**Filling two gaps in the scattering phases of nitrogen**

The table holds the s, p and d scattering phases of a nitrogen atom at a fixed test radius, from a non-relativistic PBEsol calculation with ld1.x, together with the errors of a PAW potential. The program fits the logarithmic derivative as a ratio of two polynomials in energy to the 17 known rows and predicts the two withheld ones. It compares this with a two-parameter screened potential and with plain interpolation of the phase. The polynomial ratio reproduces the hidden phases to about the last printed digit, while interpolation fails near the 2s and 2p steps. The output also converts the PAW phase errors above zero energy into equivalent energy shifts, which are largest in the p channel.

Non-relativistic PBEsol calculation with ld1.x 7.5 for a spherical N atom (2s2 2p2.75) and its PAW potential. Phases are unwrapped at a test radius of 2.961 bohr, with multiples of π matched at each channel's first reference energy. Matching radii and reference energies are 1.25 bohr, −1.586 and 0.95 Ry (s); 2.7 bohr, −0.7417 and −0.4 Ry (p); 2.2 bohr, −0.1 and 1.15 Ry (d).

## Script

```python
# Table: phase arctan(r u'/u) at 2.961 bohr vs energy (Ry), N atom, ld1.x, PBEsol, non-rel., PAW error.
# Tested: rational (pole) form of L = r u'/u, screened model potential, plain interpolation; held rows predicted.
T = {
    'energy': [-4.0, -3.52, -3.04, -2.56, -2.08, -1.6, -1.12, -0.64, -0.16, 0.32, 0.8, 1.28, 1.76, 2.24, 2.72, 3.2, 3.68, 4.16, 4.64],  # Ry
    'phase_s_all_electron': [1.3886, 1.3735, 1.3529, 1.3213, 1.2513, -1.1545, -1.7997, -1.9099, -2.0743, -2.5169, -3.7232, -4.3526, -4.5536, -4.6513, -4.7148, -4.7662, -4.8174, -4.8807, -4.9815],  # rad
    'phase_s_error': [0.0, 0.0, 0.0, -0.0001, 0.0, 0.0, 0.0, 0.0, 0.0, -0.0001, -0.0001, 0.0, -0.0001, -0.0001, -0.0002, -0.0004, -0.0008, -0.0018, -0.0051],  # rad
    'phase_p_all_electron': [1.3964, 1.3837, 1.3677, 1.3463, 1.3153, 1.2613, 1.0997, -1.5152, -1.8534, -2.0717, -2.6774, -3.9855, -4.4434, -4.6013, -4.6864, -4.748, -4.8052, -4.8741, -4.9859],  # rad
    'phase_p_error': [0.0, 0.0, 0.0, 0.0001, 0.0, 0.0, 0.0, 0.0, 0.0, 0.0005, 0.0094, 0.0207, 0.0134, 0.0127, 0.0149, 0.0201, 0.0304, 0.0526, 0.109],  # rad
    'phase_d_all_electron': [1.4084, 1.3987, 1.387, 1.3726, 1.3542, 1.3299, 1.2955, 1.2423, 1.1467, 0.9202, 0.0736, -1.098, -1.426, -1.5622, -1.6561, -1.757, -1.9342, -2.5692, -4.0615],  # rad
    'phase_d_error': [0.0, 0.0, 0.0, 0.0, 0.0, 0.0, 0.0, 0.0, 0.0, 0.0, 0.0, 0.0, 0.0, 0.0001, 0.0002, 0.0007, 0.0032, 0.0281, 0.0279],  # rad
}
HELD = [2, 6]  # rows withheld from the fit
import numpy as np
from scipy.optimize import least_squares
from scipy.interpolate import PchipInterpolator
E = np.array(T['energy'], float); ch = 'spd'; S = 4.64; rt = 2.961; Z = 7; q = 0.25
ph = np.array([T['phase_%s_all_electron' % c] for c in ch], float)
er = np.array([T['phase_%s_error' % c] for c in ch], float)
K = np.array([i for i in range(len(E)) if i not in HELD]); ref = [-1.586, -0.7417, -0.1]  # caption
wrap = lambda x: (x + np.pi/2) % np.pi - np.pi/2
def fit(idx, y, n):
    V = np.vander(E[idx]/S, n+1); A = np.hstack([V*np.cos(y[idx])[:, None], -V*np.sin(y[idx])[:, None]])
    w = np.ones(len(idx))
    for _ in range(8):
        v = np.linalg.svd(A*w[:, None])[2][-1]; P, Q = v[:n+1], v[n+1:]
        w = 1/np.maximum(np.hypot(V@P, V@Q), 1e-12)
    return P, Q
ang = lambda m, e: np.arctan2(np.polyval(m[0], e/S), np.polyval(m[1], e/S))
def pred(m, i, y):
    mid = 0.5*(y[K[K < i][-1]] + y[K[K > i][0]])   # branch between known neighbours
    return mid + wrap(ang(m, E[i]) - mid)
N = 400; h = 8/N; r = rt*np.exp(h*(np.arange(N+2) - N)); ll = np.repeat([0, 1, 2], len(E)); EE = np.tile(E, 3)
def pot(p):   # Numerov on log grid, u = sqrt(r) w, Ry units
    V = -2/r*(q + (Z-q)/(p[1]*np.expm1(r/p[0]) + 1))
    f = (ll+0.5)**2 + (r**2)[:, None]*(V[:, None] - EE); F = 1 - h*h*f/12; G = 12 - 10*F
    w = np.empty_like(f); w[:2] = r[:2, None]**(ll+0.5)*(1 - Z*r[:2, None]/(ll+1))
    for j in range(1, N+1): w[j+1] = (G[j]*w[j] - F[j-1]*w[j-1])/F[j+1]
    d = ((1-h*h*f[N+1]/6)*w[N+1] - (1-h*h*f[N-1]/6)*w[N-1])/(2*h)
    nod = (w[1:N+1]*w[:N] < 0).sum(0) - (ll == 0)
    return (np.arctan(0.5 + d/w[N]) - np.pi*nod).reshape(3, -1)
res = lambda p: (pot(p) - ph)[:, K].ravel()
p0 = min(([a, b] for a in np.linspace(.4, 1.6, 7) for b in np.linspace(.6, 4, 8)), key=lambda p: np.abs(res(p)).sum())
po = least_squares(res, p0, loss='soft_l1', f_scale=0.02, bounds=([.2, .2], [3, 8]), max_nfev=40).x; mp = pot(po)
print('rounding floor 0.00005 rad; fits use %d known rows' % len(K))
print('model potential: d=%.3f bohr H=%.3f (correlated)' % tuple(po))
best = []; order = []; Kn = K[E[K] < 0]
for l in range(3):
    y = ph[l]; loo = {n: np.array([wrap(ang(fit(K[K != k], y, n), E[k]) - y[k]) for k in K[1:-1]]) for n in (3, 4, 5)}
    o = sorted(loo, key=lambda n: np.mean(loo[n]**2)); order.append(o); m = fit(K, y, o[0]); best.append(m)
    print(ch[l], 'leave-one-out rms/max rad:', ' '.join('n=%d %.4f/%.4f' % (n, np.sqrt(np.mean(v**2)), abs(v).max()) for n, v in loo.items()), 'use n=%d' % o[0])
    rts = np.roots(m[1])*S; rts = np.sort(rts[(abs(rts.imag) < 1e-8) & (abs(rts.real) < S)].real)
    print('  poles Ry', np.round(rts, 3), '; at ref %.4f: L=%.2f, kappa*r=%.2f' % (ref[l], np.tan(ang(m, ref[l])), rt*np.sqrt(-ref[l])))
    dv = (mp[l] - y)[K]; k = abs(dv).argmax()
    print('  potential model rms %.4f, worst %+.4f rad at %.2f Ry' % (np.sqrt(np.mean(dv**2)), dv[k], E[K][k]))
print('E=%.2f: L s,p,d = %s, kappa*r = %.3f' % (E[0], np.round(np.tan(ph[:, 0]), 3), rt*np.sqrt(-E[0])))
for i in HELD:
    for l in range(3):
        y = ph[l]; p = pred(best[l], i, y); jk = max(abs(pred(fit(K[K != k], y, order[l][0]), i, y) - p) for k in K)
        bar = max(jk + abs(pred(fit(K, y, order[l][1]), i, y) - p), 5e-5)
        bp = np.sqrt(np.mean((mp[l]-y)[Kn]**2)); pc = float(PchipInterpolator(E[K], y[K])(E[i]))
        print('E=%.2f %s rational %.4f +- %.4f | computed %.4f (L=%.2f) miss %+.4f rad' % (E[i], ch[l], p, bar, y[i], np.tan(y[i]), p-y[i]))
        print('   potential %.4f +- %.4f miss %+.4f | interpolation %.4f miss %+.4f' % (mp[l, i], bp, mp[l, i]-y[i], pc, pc-y[i]))
    print('E=%.2f errors predicted 0 +- %.4f | computed = miss' % (E[i], abs(er[:, Kn]).max()), er[:, i])
print('E Ry | slope dphase/dE rad/Ry s p d | shift -error/slope mRy s p d')
for k in K[E[K] > 0]:
    sl = np.array([wrap(ang(m, E[k]+1e-4) - ang(m, E[k]-1e-4))/2e-4 for m in best])
    print('%.2f | %.3f %.3f %.3f | %.1f %.1f %.1f' % (E[k], *sl, *(-1000*er[:, k]/sl)))
up = [0.95, -0.4, 1.15]   # second-wave energies, caption
on = [E[K][abs(er[l, K]) > 1e-3][0] for l in range(3)]
print('first |error|>0.001 at Ry', on, '; above upper reference by', np.round(np.array(on) - up, 2))
print('largest |error| rad s p d', abs(er[:, K]).max(1))
assert (np.diff(ph[:, K], axis=1) < 0).all()
assert abs(er[:, Kn]).max() < 1.5e-4
assert on[1] < min(on[0], on[2])
assert abs(er[:, K]).max() < 1.0
```

Output:

```
rounding floor 0.00005 rad; fits use 17 known rows
model potential: d=1.792 bohr H=3.678 (correlated)
s leave-one-out rms/max rad: n=3 0.0446/0.1727 n=4 0.0018/0.0070 n=5 0.0018/0.0069 use n=5
  poles Ry [-1.504  2.661  2.699] ; at ref -1.5860: L=-3.26, kappa*r=3.73
  potential model rms 0.0113, worst -0.0290 rad at 4.64 Ry
p leave-one-out rms/max rad: n=3 0.0060/0.0227 n=4 0.0002/0.0006 n=5 0.0002/0.0007 use n=4
  poles Ry [-0.608  2.911] ; at ref -0.7417: L=-2.18, kappa*r=2.55
  potential model rms 0.0245, worst -0.0552 rad at 0.80 Ry
d leave-one-out rms/max rad: n=3 0.0003/0.0009 n=4 0.0002/0.0009 n=5 0.0002/0.0006 use n=5
  poles Ry [-2.105  1.408  2.28 ] ; at ref -0.1000: L=2.11, kappa*r=0.94
  potential model rms 0.0381, worst -0.1295 rad at 4.16 Ry
E=-4.00: L s,p,d = [5.428 5.676 6.104], kappa*r = 5.922
E=-3.04 s rational 1.3529 +- 0.0001 | computed 1.3529 (L=4.52) miss +0.0000 rad
   potential 1.3551 +- 0.0109 miss +0.0022 | interpolation 1.3528 miss -0.0001
E=-3.04 p rational 1.3677 +- 0.0001 | computed 1.3677 (L=4.86) miss +0.0000 rad
   potential 1.3692 +- 0.0180 miss +0.0015 | interpolation 1.3673 miss -0.0004
E=-3.04 d rational 1.3870 +- 0.0001 | computed 1.3870 (L=5.38) miss +0.0000 rad
   potential 1.3878 +- 0.0030 miss +0.0008 | interpolation 1.3868 miss -0.0002
E=-3.04 errors predicted 0 +- 0.0001 | computed = miss [0. 0. 0.]
E=-1.12 s rational -1.7997 +- 0.0001 | computed -1.7997 (L=4.29) miss +0.0000 rad
   potential -1.8035 +- 0.0109 miss -0.0038 | interpolation -1.6549 miss +0.1448
E=-1.12 p rational 1.0997 +- 0.0002 | computed 1.0997 (L=1.96) miss -0.0000 rad
   potential 1.1108 +- 0.0180 miss +0.0111 | interpolation -0.0231 miss -1.1228
E=-1.12 d rational 1.2955 +- 0.0001 | computed 1.2955 (L=3.54) miss +0.0000 rad
   potential 1.2978 +- 0.0030 miss +0.0023 | interpolation 1.2942 miss -0.0013
E=-1.12 errors predicted 0 +- 0.0001 | computed = miss [0. 0. 0.]
E Ry | slope dphase/dE rad/Ry s p d | shift -error/slope mRy s p d
0.32 | -1.644 -0.632 -0.789 | -0.1 0.8 0.0
0.80 | -2.340 -2.346 -3.131 | -0.0 4.0 0.0
1.28 | -0.653 -1.771 -1.205 | 0.0 11.7 0.0
1.76 | -0.270 -0.490 -0.389 | -0.4 27.4 0.0
2.24 | -0.156 -0.225 -0.218 | -0.6 56.5 0.5
2.72 | -0.114 -0.144 -0.188 | -1.8 103.6 1.1
3.20 | -0.103 -0.119 -0.251 | -3.9 169.2 2.8
3.68 | -0.114 -0.125 -0.569 | -7.0 243.3 5.6
4.16 | -0.157 -0.171 -2.798 | -11.4 307.4 10.0
4.64 | -0.287 -0.327 -1.588 | -17.7 333.1 17.6
first |error|>0.001 at Ry [np.float64(4.16), np.float64(0.8), np.float64(3.68)] ; above upper reference by [3.21 1.2  2.53]
largest |error| rad s p d [0.0051 0.109  0.0281]
```
